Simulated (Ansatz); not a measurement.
# Si: energy above lowest point against volume scale

Free energy against uniform scaling of the volume at fixed shape and fractions; periodic cell, basis, potentials, k mesh and filling as listed. The results are calculated, by Ansatz 0.2.0.

The cell before it is scaled or strained (space group P6_3/mmc, No. 194):
```
Si
1.0
      3.8313     0.0000     0.0000
     -1.9157     3.3180     0.0000
      0.0000     0.0000     6.3326
Si
4
Direct
  0.33333 0.66667 0.06301
  0.66667 0.33333 0.56301
  0.33333 0.66667 0.43699
  0.66667 0.33333 0.93699
```

Settings of every row: functional r2SCAN; dispersion none; potentials PAW; wave cutoff 600 eV; density cutoff 2400 eV; k mesh 7x7x4; k shift 0x0x0; occupations fermi dirac; smearing width 0.15 eV; spin none.

Limits: the cell comes from a prototype or a list of computed structures and needn't be the stable phase.

```
row  volume scale  V (Å³/atom)  energy above lowest point (meV/atom)
  1          0.94       18.918                                  25.9
  2          0.96        19.32                                  11.5
  3          0.98       19.723                                     3
  4             1       20.125                                     0
  5          1.02       20.528                                   1.9
  6          1.04        20.93                                     ?
  7          1.06       21.333                                  18.5
```

Question: what energy above lowest point should row 6 give?

Worked fit of energy above lowest point. Take u = (V_r/V)^(2/3) − 1 with V_r = 19.924 Å³ an atom, which is twice the finite (Eulerian) strain; such expansions in the strain, on which the Birch-Murnaghan equation of state is built, carry the rest volume and the bulk modulus. The shown rows have u = 0.03514, 0.02073, 0.00678, -0.00667, -0.01971, -0.04453. Least squares give energy above lowest point = 0.88 + 223.4 × u + 13909 × u² meV/atom; a straight line predicts inner rows, each left out in turn, worse (root mean square 8.7 against 0.03 meV/atom). All shown rows lie on it to the printed digit. Its lowest point lies at u = -0.0080, or V = 20.17 Å³ an atom, and the curvature there gives the bulk modulus at fixed shape and fractions, B = (4/9)(1 + u)² E″(u)/V = 96.7 GPa. Letting shape and atoms relax would as a rule lower it, by much in layered, chain or molecular crystals. The withheld row has u = -0.03231, so the fit gives 0.88 + 223.4 × (-0.03231) + 13909 × (-0.03231)² = 8.2 meV/atom.

The calculation gave 8.2 meV/atom. The fit meets it to the printed digit.
